The quantum defect δ measures how far the binding energy B of a Rydberg electron departs from the hydrogenic value. An electron outside a core of net charge z would be bound by z²Ry/n² if the core were a point charge, and δ is defined by B = z²Ry/(n − δ)². Here the core is Be²⁺ (1s²), so z = 2 and z²Ry = 54.4228 eV. B is the PBE total energy of Be²⁺ minus that of Be⁺ with the third electron in the orbital nl, each from its own self-consistent run. For 3s, √(54.4228/7.5500) = 2.685 and δ = 0.315. The excitation energy is counted from the 2s ground configuration, so it adds to B to give 17.945 eV in each row (spread 0.0009 eV, the size of the rounding). The outer eigenvalue ε is the Kohn-Sham orbital energy in the excited run, and ⟨r⟩ is the outer mean radius.

These defects should not be used as the defects of Be⁺. A share of each, by the estimate below from about a tenth for 3s to nearly all of it for the diffuse d and f rows, is an artefact of the self-interaction that the functional leaves, and its size also depends on the missing spin polarisation and the spherical density. The totals also lie 0.2 to 0.9 mhartree low under gradient-corrected functionals. If the 0.7 mhartree width of that range failed to cancel between ion and core, B would move by 0.019 eV, which is 0.003 in the defect of 3s and 0.053 in that of 7f. Rounding is far smaller: that of B is worth at most 0.00014 in δ, and defects recomputed from the tabulated B differ from the table by at most 0.00017.

Be+ with one electron in an outer orbital over the 1s2 core, from all-electron, non-relativistic Kohn-Sham calculations with Quantum ESPRESSO ld1.x 7.5 (PBE, no spin polarisation, spherical densities, point nucleus). Excitation energies from the 2s ground configuration and binding energies relative to Be2+ are differences of total energies.

| outer orbital | excitation energy (eV) | binding energy (eV) | quantum defect | outer eigenvalue (eV) | outer mean radius (bohr) | −ε / binding energy |
| --- | --- | --- | --- | --- | --- | --- |
| 3s | 10.395 | 7.5500 | 0.3152 | -5.9179 | 5.477 | 0.784 |
| 4s | 13.803 | 4.1424 | 0.3753 | -3.3148 | 10.069 | 0.800 |
| 6s | 16.140 | 1.8055 | 0.5097 | -1.4802 | 23.523 | 0.820 |
| 5p | 15.509 | 2.4362 | 0.2735 | -1.9639 | 16.838 | 0.806 |
| 6p | 16.242 | 1.7027 | 0.3464 | -1.3905 | 24.500 | 0.817 |
| 7p | 16.688 | 1.2572 | 0.4204 | -1.0364 | 33.588 | 0.824 |
| 3d | 11.969 | 5.9756 | -0.01787 | -4.2980 | 5.301 | 0.719 |
| 6d | 16.308 | 1.6374 | 0.2349 | -1.3266 | 24.478 | 0.810 |
| 5f | 15.661 | 2.2842 | 0.1189 | -1.7661 | 15.426 | 0.773 |
| 6f | 16.325 | 1.6202 | 0.2043 | -1.2912 | 23.263 | 0.797 |
| 7f | 16.738 | 1.2069 | 0.2848 | -0.97932 | 32.522 | 0.811 |

A physical defect comes from the region near the core. There the shape of the wavefunction hardly depends on n, only its amplitude squared does, as 1/n³. The level shift therefore falls as 1/n³, and since ΔB ≈ 2z²Ry·δ/n³ the defect tends to a constant. It also falls with l, because the centrifugal barrier keeps the electron out of the core. The table keeps the order in l: at n = 6 the defects are 0.510, 0.346, 0.235 and 0.204 for s, p, d and f, though the last step, 0.017 eV in B, is within the possible fault in the totals. It does not keep the constancy. The defect rises with n in all four series, with slopes per unit of n of 0.065 (s), 0.073 (p), 0.084 (d) and 0.083 (f), from unweighted least-squares lines through the rows of each l (for d, two rows only). The defect of 7f, 0.285, exceeds that of 5p, and 3d alone is negative.

The core cannot produce the f values. Further output of the same calculation gives the Coulomb integral between 5f and 1s as 0.08087 hartree, equal to ⟨1/r⟩ of the 5f orbital in all printed digits, so this electron sees the 1s pair as a point charge; its exchange integral with 1s is 2×10⁻⁵ eV. For 6s the same two numbers differ (0.0600 against 0.0621 hartree), which is penetration. Polarisation of the core, −α/(2r⁴) with a rough recalled α of 0.05 bohr³, would give defects of order 10⁻³ for d and 10⁻⁴ for f, flat in n. The Ritz form δ₀ + a/(n − δ)², a small correction to a constant defect, also fits badly. Fitted by least squares to the three rows of each series, it leaves largest residuals of 0.036 (s), 0.012 (p) and 0.011 (f), against 0.0030, 0.0004 and 0.0016 for straight lines with as many parameters. The lines miss by more than the rounding too, so the rise is close to linear over these rows and not exactly so.

What is left is the interaction of the outer electron with itself. Let its orbital have density ρ and occupation f, let E₀ be its binding in the field of nucleus and core alone, and take the exchange-correlation energy of core and outer density as additive. Then

E(f) = E(core) − fE₀ + f²J + Exc[fρ],

where J = ½∬ρ(r)ρ(r′)/|r − r′| is the Hartree energy of the electron with itself and Exc = Ex + Ec is the exchange and correlation energy that the functional assigns to it. The exact functional has J + Exc = 0 for one electron. PBE leaves a remainder S = J + Ex + Ec, and B = E(0) − E(1) = E₀ − S. A negative S overbinds and adds about −S(n − δ)³/(2z²Ry) to the defect. J and Exc are set by the size of the whole orbital and fall roughly as 1/n², more slowly than any core effect, so a remainder of fixed fraction gives a defect that grows in proportion to n.

The terms were evaluated with spin-unpolarised PBE on spherical hydrogenic densities, each scaled uniformly so that its mean radius equals the tabulated one. That radius is the only input from the row, and nothing is fitted. The shapes are good enough for J: the model gives 0.7894 eV for 5f and 0.5166 eV for 6s, further output of the runs 0.7895 and 0.5169 eV.

For 5f the estimate runs as follows. E₀ = 54.4228/25 = 2.177 eV, since nothing penetrates. J = 0.789, Ex = −0.741 and Ec = −0.149 eV add up, before rounding, to S = −0.100 eV. Then B = 2.177 + 0.100 = 2.277 eV and δ = 5 − √(54.4228/2.277) = 0.111. The table has 2.284 eV and 0.119, so the model is short by 0.007 eV, which is 0.3 % of B and 7 % of the 0.107 eV excess over the hydrogenic level. With pure z = 2 orbitals and no input from the table at all, the predicted bindings are 5.9445 (3d), 1.6194 (6d), 2.2761 (5f), 1.6124 (6f) and 1.1998 eV (7f). All five lie below the table, by 0.031, 0.018, 0.008, 0.008 and 0.007 eV. The last four gaps are within the 0.019 eV that the fault in the totals could contribute. The 3d gap is not. A uniform rescaling of the orbital, as in the argument further below, is too small to fill it: even if Ec did not change with size, it would add only (J + Ex)²/(4E₀), about 0.008 eV. Overlap with the tail of the core would also add binding and is the likelier source, but neither its size nor that of a change in the orbital's shape is worked out here.

Taking S out of every row (forming B + S and computing δ again) leaves 0.287, 0.299 and 0.315 for s, 0.134, 0.142 and 0.150 for p, 0.007 and 0.029 for d, and 0.008, 0.011 and 0.014 for f. The slopes drop to 0.009, 0.008, 0.007 and 0.003, so between 86 % (s, 1 − 0.0091/0.0652) and 96 % (f, 1 − 0.0030/0.0829) of the drift is recovered. Since PBE is built into both model and calculation, this agreement locates the drift in the self-interaction and says nothing for the functional. With the gradient terms dropped, the remaining slopes are much the same (0.009, 0.004, 0.010, 0.002), but the d and f bindings are worse in all five rows.

The sign of S, and with it the place of 3d, has two sources. One is correlation, spurious for a single electron, which gains weight as the density thins. For one electron spread evenly over a sphere of radius rs (atomic units), J = 0.6/rs and local exchange is −0.458/rs; adding the unpolarised electron-gas correlation makes the sum vanish at rs = 5.06 bohr and turn negative beyond. In the model |Ec|/J grows from 0.12 (3s) and 0.14 (3d) to 0.19 (7f). Size cannot be the whole cause, however. The 3s and 3d orbitals have nearly the same radius (5.477 and 5.301 bohr) and J (2.227 and 2.319 eV), yet S is −0.154 eV for 3s and +0.100 eV for 3d. The second source is shape. Under uniform scaling J and Ex change by the same factor, so |Ex|/J depends on shape alone. It is 1.887/2.319 = 0.81 for nodeless 3d, 0.94 for 5f with one radial node, 1.00 for 6f, 1.05 for 7f, 0.95 for 3s and 1.06 for 6s, and it rises with n in each series. The argument is that nodes gather the density into shells, which raises ∫ρ^(4/3) and the gradient correction, while the long-ranged J is little affected by such bunching. 3d is the one row without a radial node, its exchange and correlation together cover only 0.96 of J, and it comes out 0.071 eV less bound than the hydrogenic level. Removing J + Ex alone leaves slopes of 0.030 to 0.042, so neither source carries the drift by itself.

The growing fraction also accounts for a small irregularity in the f series, whose excess binding runs 0.107, 0.108 and 0.096 eV with a maximum at 6f. J falls (0.789, 0.523, 0.374 eV) while −S/J rises (0.13, 0.20, 0.25), and the product, 0.100, 0.103 and 0.092 eV, peaks at the same row. The rise from 5f to 6f is only 0.001 eV, however, far below the possible fault in the totals, so the place of the maximum is not secure.

A crude scaling argument gives the sign and rough size of the change in the radii. Scale a hydrogenic orbital by λ. Its kinetic energy is E₀ and its potential energy −2E₀, so E(λ) = λ²E₀ − 2λE₀ + λS if S is taken as linear in λ (not exact for Ec). The stationary point is λ = 1 − S/(2E₀), and ⟨r⟩ goes as 1/λ. For 5f, λ = 1 + 0.100/(2 × 2.177) = 1.023 and the radius shrinks to 0.978 of the hydrogenic (3n² − l(l+1))/(2z) = 15.75 bohr; the table gives 15.426/15.75 = 0.979. The closeness of this match is partly luck. A uniform scaling would raise ⟨1/r⟩ by the same factor 1.023, but further output gives 0.08087 against the hydrogenic z/n² = 0.08, a factor of only 1.011. The contraction is not uniform, and taking S as linear in λ is a poor step, since Ec is larger in size than S. The 3d orbital, with positive S, is the only d or f row that expands (ratio 1.010). In this argument the relative change of ⟨r⟩ is half that of B (the table has somewhat under half for 6d and the f rows, and more for 3d), whereas a true shift of n would change both about equally. A defect read from the radius formula is accordingly smaller in magnitude in every row: 0.118 against 0.285 for 7f, but 0.298 against 0.315 for 3s, where most of the defect is real penetration.

The eigenvalue follows from the same E(f). Janak's theorem gives ε = dE/df at f = 1, that is −E₀ + 2J + dExc/df, so that

B + ε = J + dExc/df − Exc.

E₀ drops out, which makes this a test for s and p as well. If Exc went as f^(4/3), as local exchange does, the gap would be J − |Exc|/3, for 5f 0.789 − 0.890/3 = 0.493 eV. The numerical derivative of the PBE expression (f = 1 ± 0.01) gives 0.522 eV, because correlation and gradient terms rise more slowly with f, and the table has 2.2842 − 1.7661 = 0.518 eV. Over the eleven rows the root-mean-square error is 2.1 % of B + ε, and the d and f rows are within about 1 %. With the gradient terms dropped the error is slightly smaller, 1.8 %, so this test does not favour PBE over its local part. The gap is positive even where S is negative, since only about a third of Exc offsets J, so −ε is smaller than B throughout. The ratio −ε/B rises with n in each series and is lowest for 3d (0.719, model 0.720), where J/B is largest, 0.39 against 0.29 for 6s, and the offset is weakest.

The model is poorest for the penetrating states. Its worst gap is 3s, 5.6 % below the table's 1.632 eV. For the difference in exchange-correlation energy between the 5f and 6s runs it gives −0.251 eV, where further output gives −0.204 ± 0.003 eV. The 0.047 eV between them is read here as mainly a core-valence term that the additive form leaves in E₀ (errors of shape and the small change of the core also enter and are not separated), and it is of the order of the 6s-1s exchange integral of that run (0.0011 hartree, about 0.03 eV). The corrected s and p defects still creep upward, and they stay above the measured ones, which are roughly 0.26 and 0.05 (rough, recalled values). Whether the hydrogenic shape or the PBE treatment of core-valence exchange is to blame for that excess is a guess in either case, so the corrected values are not predictions of the spectrum. The corrected d and f values are of the size of the possible fault in the totals and carry no physical reading.

The mechanism carries over to neighbouring cases by scaling. Along the three-electron sequence J and Ex grow as z and the binding as z², so the shortfall of −ε/B from one should fall roughly as 1/z in B²⁺ and C³⁺. The spurious defect follows no single power, because S is a small remainder and Ec grows more slowly than z: it should fall as 1/z or faster where S is negative, while for 3d, where a positive J + Ex outweighs Ec, it need not fall at first. In neutral Li the shortfall and the positive spurious defects should be larger, with correlation weighing more in the thinner density and a first-order estimate less safe. In Mg⁺ the larger core raises the penetration part for s and p, while f states, which see only z = 2, should repeat the drift found here. A nodeless 4f orbital should have a defect well below that of 5f, near zero, though its sign is hard to guess because it is more diffuse than 3d. Allowing spin polarisation multiplies local exchange by 2^(1/3) and reduces the correlation, which changes S without cancelling it in general and may turn the positive S of 3d negative; the growth of |Ex|/J with the number of nodes should remain. In Hartree-Fock the self-terms cancel exactly, so the defects should be nearly flat in n, close to zero for d and f, and −ε close to B.
